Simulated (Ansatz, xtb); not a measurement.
**Relative energy of two isomers of F2Ga2H6N2**

Structure a is `[F][Ga@H-]1[NH2+][Ga@@H-]([F])[NH2+]1`, a singlet and structure b is `[F][Ga-]1([F])[NH2+][GaH2-][NH2+]1`, a singlet. Both are isolated molecules in the gas phase, relaxed with PBE0-D4/def2-SVP.

a (Å):

```xyz
12

F    -1.3715    0.4533    0.2167
F     1.4842   -2.7796    0.8450
Ga   -1.3512   -0.1866    1.8669
Ga    0.5537   -2.3430    2.2860
N    -1.3265   -2.1721    1.6249
N     0.5930   -0.3432    2.3103
H    -2.2944    0.3936    2.9609
H    -1.3798   -2.4120    0.6322
H    -2.0456   -2.7148    2.1010
H     0.7771   -3.0838    3.6367
H     0.9217    0.1123    3.1605
H     1.1651    0.0125    1.5409
```

b (Å):

```yaml
atoms:
  - { symbol: F, position_ang: [-1.0240, 0.6808, 3.7277] }
  - { symbol: F, position_ang: [-2.1431, -2.1260, 3.7848] }
  - { symbol: Ga, position_ang: [-1.0964, -0.9316, 3.0309] }
  - { symbol: Ga, position_ang: [0.4703, -1.6082, 0.6963] }
  - { symbol: N, position_ang: [-1.3846, -0.8565, 1.0899] }
  - { symbol: N, position_ang: [0.7028, -1.6556, 2.7222] }
  - { symbol: H, position_ang: [-2.1614, -1.4355, 0.7701] }
  - { symbol: H, position_ang: [-1.5508, 0.0869, 0.7387] }
  - { symbol: H, position_ang: [0.3173, -3.0750, 0.1738] }
  - { symbol: H, position_ang: [1.3638, -0.4632, 0.1143] }
  - { symbol: H, position_ang: [0.8418, -2.5853, 3.1187] }
  - { symbol: H, position_ang: [1.4489, -1.0616, 3.0846] }
```

Task: Estimate which is lower in electronic energy at CCSD(T)/def2-SVP + ΔMP2/def2-TZVPP, and by roughly how much.

Result: The CCSD(T)/def2-SVP + ΔMP2/def2-TZVPP calculation puts structure a lower, by 1.63 kcal/mol.

Level by level:

| level | geometry | E(b) − E(a) (kcal/mol) | departure from the last row (kcal/mol) | job, with rough time for the two |
| --- | --- | --- | --- | --- |
| PBE0-D4/def2-SVP | PBE0-D4/def2-SVP | +2.15 | +0.52 | optimisation, 88 s |
| HF/def2-SVP | PBE0-D4/def2-SVP | +1.85 | +0.22 | part of the CCSD(T) run |
| MP2/def2-SVP | PBE0-D4/def2-SVP | +1.11 | −0.52 | part of the CCSD(T) run |
| CCSD(T)/def2-SVP | PBE0-D4/def2-SVP | +1.08 | −0.55 | single point |
| CCSD(T)/def2-SVP + ΔMP2/def2-TZVPP | PBE0-D4/def2-SVP | +1.63 |  | single point, 3.9 min |

As drawn, both hold the same kinds of bond in the same numbers.

None of the levels shown reverses the order. The largest departure from CCSD(T)/def2-SVP + ΔMP2/def2-TZVPP is that of CCSD(T)/def2-SVP, 0.55 kcal/mol. Levels run at GFN2-xTB geometries aren't shown. The last row adds to CCSD(T) the change of the MP2 difference between the two basis sets, here +0.55 kcal/mol.

With thermal terms from frequencies at re-optimised GFN2-xTB minima (ideal gas, soft modes damped towards free rotors, one conformer each, 298.15 K, 1 atm): on the last row, ΔE + ΔZPE = +1.42, ΔH = +1.49, ΔG = +1.26 kcal/mol.

The correlated steps freeze 22 core orbitals; the filled d shell of Ga is correlated, in a basis made for valence electrons. Mirror images aren't counted in ΔG. Run with Ansatz 0.2.0, xtb 6.7.1; the last row on 2 threads of Arm Neoverse V1 on a shared host.

Placing one fluorine on each gallium is favoured over pairing both on one, but only slightly, as expected when the two isomers contain the same kinds of bond. In b the Ga–N bonds are shorter at the GaF2 centre and longer at GaH2, whereas in a they are nearly equal. Fluorine withdraws charge and makes its gallium a stronger acceptor for the amide nitrogens, so the gain at GaF2 is probably outweighed by weaker binding at GaH2 and by repulsion between the geminal fluorines.

The preference is already present at Hartree–Fock level, so correlation doesn't create it; in the small basis, correlation reduces it. MP2 and CCSD(T) nearly coincide there, which leaves the size of the gap more sensitive to the basis than to correlation beyond MP2. The thermal terms narrow the gap without reversing it, and a free-energy difference of +1.26 kcal/mol would leave a minor share of b at equilibrium. Both fluorines in a lie on the same face of the ring, and the trans form isn't compared here.
